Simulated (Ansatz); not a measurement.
Se: energy change per atom and pressure against volume scale

All results are calculated (Ansatz 0.2.0). Plane-wave DFT, scalar-relativistic PAW made under PBE with cores redone for the functional, no dispersion; the given relaxed cell is scaled uniformly, energy at zero smearing counts from the unscaled cell, pressure at the given Fermi-Dirac smearing is positive in compression.

The cell before it is scaled or strained (space group P6_3/mmc, No. 194):
```
CELL_PARAMETERS angstrom
3.56060 0.00000 0.00000
-1.78030 3.08360 0.00000
0.00000 0.00000 3.82950
ATOMIC_POSITIONS crystal
Se 0.33333 0.66667 0.25000
Se 0.66667 0.33333 0.75000
```

Settings of every row: spin polarised no; functional PBEsol; wave cutoff 420 eV; smearing width 0.1 eV; k mesh 12x12x9.

Atom starting moment: 0 on all atoms.

Limits: the cell comes from a prototype or a list of computed structures and needn't be the stable phase.

| row | volume scale | V (Å³/atom) | energy change per atom (meV) | pressure (GPa) |
| --- | --- | --- | --- | --- |
| 1 | 0.88 | 18.5 | 88.04 | 12.92 |
| 2 | 0.92 | 19.341 | ? | ? |
| 3 | 0.96 | 20.182 | 7.54 | 3.3 |
| 4 | 1.04 | 21.864 | 8.81 | -2.96 |
| 5 | 1.08 | 22.705 | 30.83 | -5.2 |
| 6 | 1.12 | 23.546 | 63.45 | -6.99 |

Question: what energy change per atom and pressure should row 2 give?

Worked fit of energy change per atom. Take u = (V_r/V)^(2/3) − 1 with V_r = 21.864 Å³ an atom, which is twice the finite (Eulerian) strain; such expansions in the strain, on which the Birch-Murnaghan equation of state is built, carry the rest volume and the bulk modulus. The shown rows have u = 0.11782, 0.05482, 0, -0.02485, -0.04821. Least squares give energy change per atom = 8.628 − 614.293 × u + 10928.8 × u² meV; a straight line predicts inner rows, each left out in turn, worse (root mean square 36 against 0.43 meV). The rows lie off it by 0.08, -0.26, 0.18, 0.19, -0.19 (root mean square 0.19 meV). The withheld row has u = 0.08518, so the fit gives 8.628 − 614.293 × (0.08518) + 10928.8 × (0.08518)² = 35.60 meV.

The calculation gave 35.28 meV. The fit lies 0.32 meV (0.4 % of the column's range) above it; its largest miss of a shown row is 0.26 meV.

Worked fit of pressure. Take u = (V_r/V)^(2/3) − 1 with V_r = 21.864 Å³ an atom, which is twice the finite (Eulerian) strain; such expansions in the strain, on which the Birch-Murnaghan equation of state is built, carry the rest volume and the bulk modulus. The shown rows have u = 0.11782, 0.05482, 0, -0.02485, -0.04821. Least squares give pressure = −2.981 + 97.871 × u + 314.17 × u² GPa; a straight line predicts inner rows, each left out in turn, worse (root mean square 1.1 against 0.047 GPa). The rows lie off it by 0.01, -0.03, 0.02, 0.02, -0.02. The pressure vanishes at u = 0.0280, or V = 20.98 Å³ an atom, and there the bulk modulus at fixed shape and fractions is B = −V dP/dV = (2/3)(1 + u) dP/du = 79.1 GPa. Letting shape and atoms relax would as a rule lower it, by much in layered, chain or molecular crystals. The withheld row has u = 0.08518, so the fit gives −2.981 + 97.871 × (0.08518) + 314.17 × (0.08518)² = 7.64 GPa.

The calculation gave 7.59 GPa. The fit lies 0.05 GPa (0.25 % of the column's range) above it; its largest miss of a shown row is 0.03 GPa.
